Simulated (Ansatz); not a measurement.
Ti: pressure and energy change per atom against volume scale

All results are calculated (Ansatz 0.2.0). Plane-wave DFT, scalar-relativistic PAW made under PBE with cores redone for the functional, no dispersion; the given relaxed cell is scaled uniformly, energy at zero smearing counts from the unscaled cell, pressure at the given Fermi-Dirac smearing is positive in compression.

The cell before it is scaled or strained (space group P6_3/mmc, No. 194):
```
cell vectors (Å)
   2.9549     0.0000     0.0000
  -1.4774     2.5590     0.0000
   0.0000     0.0000     9.4556
atoms (fractions of the cell vectors)
Ti  0.00000  1.00000  0.00000
Ti  0.00000  1.00000  0.50000
Ti  0.33333  0.66667  0.25000
Ti  0.66667  0.33333  0.75000
```

Settings of every row: spin polarised no; functional revPBE; wave cutoff 420 eV; smearing width 0.1 eV; k mesh 14x14x4.

Atom starting moment: 0 on all atoms.

Limits: the cell comes from a prototype or a list of computed structures and needn't be the stable phase.

```csv
row,volume scale,V (Å³/atom),pressure (GPa),energy change per atom (meV)
1,0.88,15.73,16.74,100
2,0.92,16.445,10.13,41.08
3,0.96,17.16,4.61,9.23
4,1.04,18.59,-3.82,9.64
5,1.08,19.305,?,?
6,1.12,20.02,-9.65,73.38
```

Question: what pressure and energy change per atom should row 5 give?

Worked fit of pressure. Take u = (V_r/V)^(2/3) − 1 with V_r = 17.16 Å³ an atom, which is twice the finite (Eulerian) strain; such expansions in the strain, on which the Birch-Murnaghan equation of state is built, carry the rest volume and the bulk modulus. The shown rows have u = 0.05972, 0.02878, 0, -0.05196, -0.09766. Least squares give pressure = 4.616 + 181.35 × u + 361.6 × u² GPa; a straight line predicts inner rows, each left out in turn, worse (root mean square 1 against 0.014 GPa). The rows lie off it by 0.00, 0.00, -0.01, 0.01, 0.00. The pressure vanishes at u = -0.0269, or V = 17.88 Å³ an atom, and there the bulk modulus at fixed shape and fractions is B = −V dP/dV = (2/3)(1 + u) dP/du = 105 GPa. Letting shape and atoms relax would as a rule lower it, by much in layered, chain or molecular crystals. The withheld row has u = -0.07552, so the fit gives 4.616 + 181.35 × (-0.07552) + 361.6 × (-0.07552)² = -7.02 GPa.

The calculation gave -7.01 GPa. The fit lies 0.01 GPa (0.038 % of the column's range) below it, one unit of the last digit.

Worked fit of energy change per atom. Take u = (V_r/V)^(2/3) − 1 with V_r = 17.16 Å³ an atom, which is twice the finite (Eulerian) strain; such expansions in the strain, on which the Birch-Murnaghan equation of state is built, carry the rest volume and the bulk modulus. The shown rows have u = 0.05972, 0.02878, 0, -0.05196, -0.09766. Least squares give energy change per atom = 9.037 + 699.19 × u + 13881.7 × u² meV; a straight line predicts inner rows, each left out in turn, worse (root mean square 40 against 0.71 meV). The rows lie off it by -0.30, 0.42, 0.19, -0.55, 0.23 (root mean square 0.36 meV). The withheld row has u = -0.07552, so the fit gives 9.037 + 699.19 × (-0.07552) + 13881.7 × (-0.07552)² = 35.41 meV.

The calculation gave 34.99 meV. The fit lies 0.42 meV (1.2 % of the value, 0.46 % of the column's range) above it; its largest miss of a shown row is 0.55 meV.
